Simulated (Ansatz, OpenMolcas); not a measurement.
## C2H7NSi (SMILES C=C[SiH2]N): the energy, rung by rung

C2H7NSi: 11 atoms, total charge 0, spin state singlet. SMILES: `C=C[SiH2]N`. Geometry: relaxed at PBE0-D4/def2-TZVP. This is one conformer, not always the lowest.

```xyz
11

C    -0.6761    1.3370   -0.9450
C     0.0893    1.2086    0.1351
Si    0.5965   -0.4445    0.8326
N     0.0029   -1.8037   -0.0286
H    -0.9671    2.3046   -1.3447
H    -1.0468    0.4656   -1.4791
H     0.4330    2.1167    0.6316
H     0.0995   -0.5366    2.2326
H     2.0832   -0.5167    0.8360
H     0.4049   -2.0860   -0.9063
H    -0.9538   -2.1021    0.0563
```

Each level gives the energy change with the N4–H11 bond stretched from 1.006 to 1.307 Å (eV). The values are calculated.

| level | kind | program | value (eV) | less CCSD(T)/cc-pVDZ | CPU time (all runs) |
| --- | --- | --- | --- | --- | --- |
| revPBE/cc-pVDZ (restricted) | GGA | OpenMolcas | 1.02 | -0.09 | 2.2 min |
| TPSS/cc-pVDZ (restricted) | meta-GGA | OpenMolcas | 1.04 | -0.07 | 3 min |
| B3LYP/cc-pVDZ (restricted) | global hybrid | Ansatz | 1.11 | 0.00 | 16 s |
| PBE0/cc-pVDZ (restricted) | global hybrid | Ansatz | 1.15 | +0.04 | 17 s |
| HSE06/cc-pVDZ (restricted) | range-separated hybrid | Ansatz | 1.15 | +0.04 | 18 s |
| B2PLYP/cc-pVDZ (restricted) | double hybrid | OpenMolcas | 1.13 | +0.02 | 98 s |
| CCSD(T)/cc-pVDZ (restricted) | coupled cluster or CI | OpenMolcas | 1.11 | 0.00 | 3.7 min |
| CCSD/cc-pVDZ (restricted) | coupled cluster or CI | Ansatz | 1.13 | +0.02 | 40 s |

Differences are taken from CCSD(T)/cc-pVDZ (restricted) for orientation; it has basis-set and higher-order errors of its own. The first shape isn't each level's own minimum. The values span 1.02 to 1.15 eV. Times are those of the runs behind each value, whatever else they computed, on shared processors of several kinds: orders of magnitude only.

Stretching the N–H bond costs about the same energy at every level, with the two semilocal functionals lowest and the hybrids level with coupled cluster or slightly above it. The cost itself comes from weakening the overlap between the nitrogen hybrid orbital and hydrogen 1s, which raises the σ bonding level and lowers its σ* partner. The softer semilocal curves probably reflect the missing exact exchange, but its share doesn't order the whole set: B2PLYP carries more of it than PBE0 yet gives a lower value. PBE0 and HSE06 agree at 1.15 eV, as expected for a local distortion in a small molecule, where screening long-range exchange matters little.

Connected triples lower the coupled-cluster value by only 0.02 eV, which suggests that the stretched bond is still largely single-reference in character. B3LYP's match with CCSD(T) at this one displacement doesn't establish that it reproduces the rest of the curve, and the energy is that of a partial stretch, not a bond dissociation energy.
